**Breaks from pure LS coupling in the levels of C²⁺**

The table holds the twenty lowest levels of C²⁺ with energies, LS and jj weights and radiative lifetimes, from radial Dirac CI on exchange-only KLI orbitals with Breit and model QED terms and valence Slater integrals scaled by 0.75. The program tests four single-configuration LS rules (Landé intervals, recoupling factors, the p² gap ratio of 3/2, constant A/ω³) and sizes the departures with two-level mixing models. Second-order spin-orbit mixing gives only 1 to 19 % of the Landé deviations of the ³P terms. A 2s²–2p² model built from the 2s2p exchange gap gives a 5.1 % admixture and 66 % of the excess energy of 2p² ¹S, with the right trend in the decay rates. Singlet–triplet mixing reproduces the 2s3p jj weights, and the borrowed J = 1 rates of the table are 0.81 (2s2p) and 1.06 (2s3p) times the model, although the small computed 2s3p gap lies well within the method's configuration error.

C²⁺ with a closed 1s² core, computed with radial Dirac CI 1 on Dirac orbitals in exchange-only KLI potentials, optimised for each configuration. The CI includes Breit and model QED terms, valence Slater integrals scaled by 0.75 and a P86 correlation estimate. Energies are relative to 2s² ¹S₀, and lifetimes include E1, M1, E2, M2 and E3 decays within the model space.

## Program and output

```python
# Table: C2+ levels (cm-1), LS and jj weights (%), lifetimes (s); radial Dirac CI on KLI orbitals,
# Breit + model QED, Slater integrals x0.75. Tested: pure one-configuration LS rules (Lande, recoupling,
# p2 Slater ratio, A ~ w^3) and their breaks by two-level mixing.
T = {
    'level_configuration': ['2s2', '2s 2p', '2s 2p', '2s 2p', '2s 2p', '2p2', '2p2', '2p2', '2p2', '2p2', '2s 3s', '2s 3s', '2s 3p', '2s 3p', '2s 3p', '2s 3p', '2s 3d', '2s 3d', '2s 3d', '2s 3d'],
    'level_term': ['1S', '3Po', '3Po', '3Po', '1Po', '3P', '3P', '3P', '1D', '1S', '3S', '1S', '3Po', '3Po', '3Po', '1Po', '3D', '3D', '3D', '1D'],
    'level_j': ['0', '0', '1', '2', '1', '0', '1', '2', '2', '0', '1', '0', '0', '1', '2', '1', '1', '2', '3', '2'],
    'level_energy': [0.0, 52023.8, 52045.0, 52097.5, 97064.4, 137387.0, 137414.3, 137457.5, 147619.1, 176716.8, 235778.9, 242643.6, 257434.8, 257440.0, 257453.4, 257864.6, 267471.1, 267471.5, 267473.5, 273496.7],  # cm⁻¹
    'level_term_weight': [95, 100, 100, 100, 100, 100, 100, 100, 98, 94, 99, 97, 100, 99, 100, 95, 99, 99, 99, 97],  # %
    'level_jj_weight': [95, 100, 67, 100, 67, 67, 100, 66, 65, 63, 99, 97, 100, 68, 100, 65, 99, 59, 99, 58],  # %
    'level_radiative_lifetime': [None, None, 0.007927, 205.6, 6.304e-10, 6.837e-10, 6.834e-10, 6.828e-10, 3.971e-09, 3.927e-10, 2.67e-10, 5.556e-10, 1.219e-08, 1.186e-08, 1.215e-08, 2.178e-10, 9.55e-11, 9.552e-11, 9.556e-11, 1.231e-10],  # s
}
import numpy as np
K = [(c, t, int(j)) for c, t, j in zip(T['level_configuration'], T['level_term'], T['level_j'])]
E = dict(zip(K, map(float, T['level_energy']))); W = dict(zip(K, T['level_term_weight']))
JJ = dict(zip(K, T['level_jj_weight']))
A = {k: 1/float(t) for k, t in zip(K, T['level_radiative_lifetime']) if t is not None}
cg = lambda c, t: sum((2*k[2]+1)*E[k] for k in K if k[:2] == (c, t))/sum(2*k[2]+1 for k in K if k[:2] == (c, t))
r2 = np.sqrt(2); th = {}; dev = {}; so2 = {}
print("LANDE 3P, cm-1: intervals, ratio(2), dev=E1-Lande (floor 0.1), 2nd-order SO part, A, tensor b")
for c, t, pert in [('2s 2p', '3Po', {1: ('1Po', 1/r2)}), ('2p2', '3P', {0: ('1S', r2), 2: ('1D', 1/r2)}), ('2s 3p', '3Po', {1: ('1Po', 1/r2)})]:
    e = np.array([E[(c, t, j)] for j in range(3)]); a = (e[2]-e[0])/3
    d = lambda x: x[1]-x[0]-(x[2]-x[0])/3
    for _ in range(20):
        sh = np.zeros(3)
        for j, (s, f) in pert.items():
            g = E[(c, s, j)]-e[j]; th[(c, j)] = f*2*a/g; sh[j] = -(f*2*a)**2/g
        b = -d(e-sh)/12; a = ((e-sh)[2]-(e-sh)[0]+9*b)/3
    dev[c], so2[c] = d(e), d(sh)
    print(f"{c}: {e[1]-e[0]:.1f} {e[2]-e[1]:.1f} r={(e[2]-e[1])/(e[1]-e[0]):.2f} dev={d(e):+.2f} SO2={d(sh):+.3f} ({100*d(sh)/d(e):.0f}%) A={a:.1f} b={b:+.3f}")
i1, i2 = (E[('2s 3d', '3D', j+1)]-E[('2s 3d', '3D', j)] for j in (1, 2))
print(f"2s 3d 3D (warned, not fitted): {i1:.1f} {i2:.1f} r={i2/i1:.1f} (Lande 1.5)")
print("JJ weight %: table | LS x recoupling | with SO angle theta(rad); floor about 0.8")
mix = {('2s 2p', 1): (2/3, 1), ('2p2', 0): (2/3, 1), ('2p2', 2): (2/3, -1), ('2s 3p', 1): (2/3, 1), ('2s 3d', 2): (3/5, 0)}
for k in K:
    if (k[0], k[2]) in mix:
        f, s = mix[(k[0], k[2])]; x = s*th.get((k[0], k[2]), 0.0)
        print(f"{k[0]} {k[1]}{k[2]}: {JJ[k]} | {W[k]*f:.1f} | {W[k]*(np.sqrt(f)*np.cos(x)+np.sqrt(1-f)*np.sin(x))**2:.1f} theta={x:+.5f}")
print("one-component rows, max |jj-LS| %:", max(abs(JJ[k]-W[k]) for k in K if (k[0], k[2]) not in mix))
gap = {c: cg(c, s)-cg(c, t) for c, s, t in [('2s 2p', '1Po', '3Po'), ('2s 3s', '1S', '3S'), ('2s 3p', '1Po', '3Po'), ('2s 3d', '1D', '3D')]}
print("singlet - triplet centroid, cm-1:", {c: round(g) for c, g in gap.items()})
P3p = ('2s 3p', '1Po', 1); E2p3s = 308782.0  # 2p3s 1Po1, further output of the same run
print(f"2s3p 1P push if all {100-W[P3p]}% were 2p3s 1P: {(1-W[P3p]/100)*(E2p3s-E[P3p]):.0f} cm-1 (rough upper size)")
S, D, P1 = ('2p2', '1S', 0), ('2p2', '1D', 2), ('2s 2p', '1Po', 1)
g1, g2 = E[D]-cg('2p2', '3P'), E[S]-E[D]; exc = g2-1.5*g1
print(f"2p2: 1D-3P={g1:.0f}, 1S-1D={g2:.0f} cm-1, ratio {g2/g1:.2f} (Slater 1.5), 1S excess {exc:.0f}")
G1 = 1.5*gap['2s 2p']; V = G1/np.sqrt(3); push = (E[S]-np.sqrt(E[S]**2-4*V*V))/2; w = push/E[S]
print(f"two-level 2s2-2p2: G1={G1:.0f} V={V:.0f} push={push:.0f} cm-1 ({100*push/exc:.0f}% of excess)")
print(f"minor weight model {100*w:.1f}% ; table 2s2 {100-W[K[0]]}%, 2p2 1S {100-W[S]}% (+-0.5)")
dd = (exc-push)/2.5
print(f"leftover {exc-push:.0f}: needs 1D down {dd:.0f} cm-1, 2s3d weight {100*dd/(E[('2s 3d','1D',2)]-E[D]):.1f}% (table {100-W[D]}+-0.5)")
br = {0: {1: 1}, 1: {0: 1/3, 1: 1/4, 2: 5/12}, 2: {1: 1/4, 2: 3/4}}  # 3P-3P LS branching
w3 = {j: sum(f*(E[('2p2', '3P', j)]-E[('2s 2p', '3Po', q)])**3 for q, f in br[j].items()) for j in br}
for j in (1, 2):
    print(f"2p2 3P{j} rate vs 3P0: table {100*(A[('2p2','3P',j)]/A[('2p2','3P',0)]-1):+.3f}%, w^3 {100*(w3[j]/w3[0]-1):+.3f}% (floor 0.015)")
ref = A[('2p2', '3P', 2)]/w3[2]; cs, sn = np.sqrt(1-w), np.sqrt(w); rel = {}
print(f"A/w^3 relative to 2p2 3P2 (w={w3[2]**(1/3):.0f} cm-1): table | pure | mixed 1S")
for k, om, m in [(P1, E[P1], (cs-sn/np.sqrt(3))**2), (S, E[S]-E[P1], (cs+sn*np.sqrt(3))**2), (D, E[D]-E[P1], 1.0)]:
    rel[k] = A[k]/om**3/ref
    print(f"{k[0]} {k[1]}: w={om:.0f} {rel[k]:.2f} | 1 | {m:.2f} (table/model {rel[k]/m:.2f})")
print(f"tau(1D2)/tau(3P2): table {A[('2p2','3P',2)]/A[D]:.2f}, w^3 alone {w3[2]/(E[D]-E[P1])**3:.2f}")
k = ('2s 2p', '3Po', 1); m = th[('2s 2p', 1)]**2; f3 = (E[k]/E[P1])**3; p = m*A[P1]*f3
print(f"2s2p 3P1: 1P share {m:.2e}, w^3 factor {f3:.3f}, rate model {p:.0f}, table {A[k]:.0f} s-1, ratio {A[k]/p:.2f}")
print(f"rate ratios: 1P1/3P1 {A[P1]/A[k]:.2e}, 3P1/3P2 {A[k]/A[('2s 2p','3Po',2)]:.2e}")
q = [('2s 3p', '3Po', j) for j in range(3)]
base = np.interp(E[q[1]], [E[q[0]], E[q[2]]], [A[q[0]], A[q[2]]]); ex = A[q[1]]-base; m = th[('2s 3p', 1)]**2
print(f"2s3p 3P1: base {base:.3e}, extra {ex:.2e} s-1 ({100*ex/base:.1f}%; floor {A[q[1]]**2*1e-11:.0e})")
print(f"  1P share {m:.2e}, model extra {m*A[P3p]:.2e} s-1, table/model {ex/(m*A[P3p]):.2f}; tau 3P0/1P1 {A[P3p]/A[q[0]]:.0f}")
assert dev['2s 2p'] < 0 < dev['2p2'] and all(abs(so2[c]/dev[c]) < 0.1 for c in ('2s 2p', '2p2'))
assert g2/g1 > 1.5 and 0 < push < exc
assert rel[P1] < 1 < rel[S] and ex > 0
```

Running it gives:

```
LANDE 3P, cm-1: intervals, ratio(2), dev=E1-Lande (floor 0.1), 2nd-order SO part, A, tensor b
2s 2p: 21.2 52.5 r=2.48 dev=-3.37 SO2=-0.029 (1%) A=25.4 b=+0.278
2p2: 27.3 43.2 r=1.58 dev=+3.80 SO2=+0.103 (3%) A=22.6 b=-0.308
2s 3p: 5.2 13.4 r=2.58 dev=-1.00 SO2=-0.193 (19%) A=6.4 b=+0.067
2s 3d 3D (warned, not fitted): 0.4 2.0 r=5.0 (Lande 1.5)
JJ weight %: table | LS x recoupling | with SO angle theta(rad); floor about 0.8
2s 2p 3Po1: 67 | 66.7 | 66.7 theta=+0.00080
2s 2p 1Po1: 67 | 66.7 | 66.7 theta=+0.00080
2p2 3P0: 67 | 66.7 | 66.8 theta=+0.00162
2p2 3P2: 66 | 66.7 | 66.4 theta=-0.00314
2p2 1D2: 65 | 65.3 | 65.0 theta=-0.00314
2p2 1S0: 63 | 62.7 | 62.8 theta=+0.00162
2s 3p 3Po1: 68 | 66.0 | 68.0 theta=+0.02132
2s 3p 1Po1: 65 | 63.3 | 65.2 theta=+0.02132
2s 3d 3D2: 59 | 59.4 | 59.4 theta=+0.00000
2s 3d 1D2: 58 | 58.2 | 58.2 theta=+0.00000
one-component rows, max |jj-LS| %: 0
singlet - triplet centroid, cm-1: {'2s 2p': 44993, '2s 3s': 6865, '2s 3p': 418, '2s 3d': 6024}
2s3p 1P push if all 5% were 2p3s 1P: 2546 cm-1 (rough upper size)
2p2: 1D-3P=10184, 1S-1D=29098 cm-1, ratio 2.86 (Slater 1.5), 1S excess 13822
two-level 2s2-2p2: G1=67489 V=38965 push=9055 cm-1 (66% of excess)
minor weight model 5.1% ; table 2s2 5%, 2p2 1S 6% (+-0.5)
leftover 4766: needs 1D down 1907 cm-1, 2s3d weight 1.5% (table 2+-0.5)
2p2 3P1 rate vs 3P0: table +0.044%, w^3 +0.044% (floor 0.015)
2p2 3P2 rate vs 3P0: table +0.132%, w^3 +0.109% (floor 0.015)
A/w^3 relative to 2p2 3P2 (w=85373 cm-1): table | pure | mixed 1S
2s 2p 1Po: w=97064 0.74 | 1 | 0.71 (table/model 1.04)
2p2 1S: w=79652 2.14 | 1 | 1.87 (table/model 1.15)
2p2 1D: w=50555 0.83 | 1 | 1.00 (table/model 0.83)
tau(1D2)/tau(3P2): table 5.82, w^3 alone 4.82
2s2p 3P1: 1P share 6.37e-07, w^3 factor 0.154, rate model 156, table 126 s-1, ratio 0.81
rate ratios: 1P1/3P1 1.26e+07, 3P1/3P2 2.59e+04
2s3p 3P1: base 8.211e+07, extra 2.21e+06 s-1 (2.7%; floor 7e+04)
  1P share 4.55e-04, model extra 2.09e+06 s-1, table/model 1.06; tau 3P0/1P1 56
```
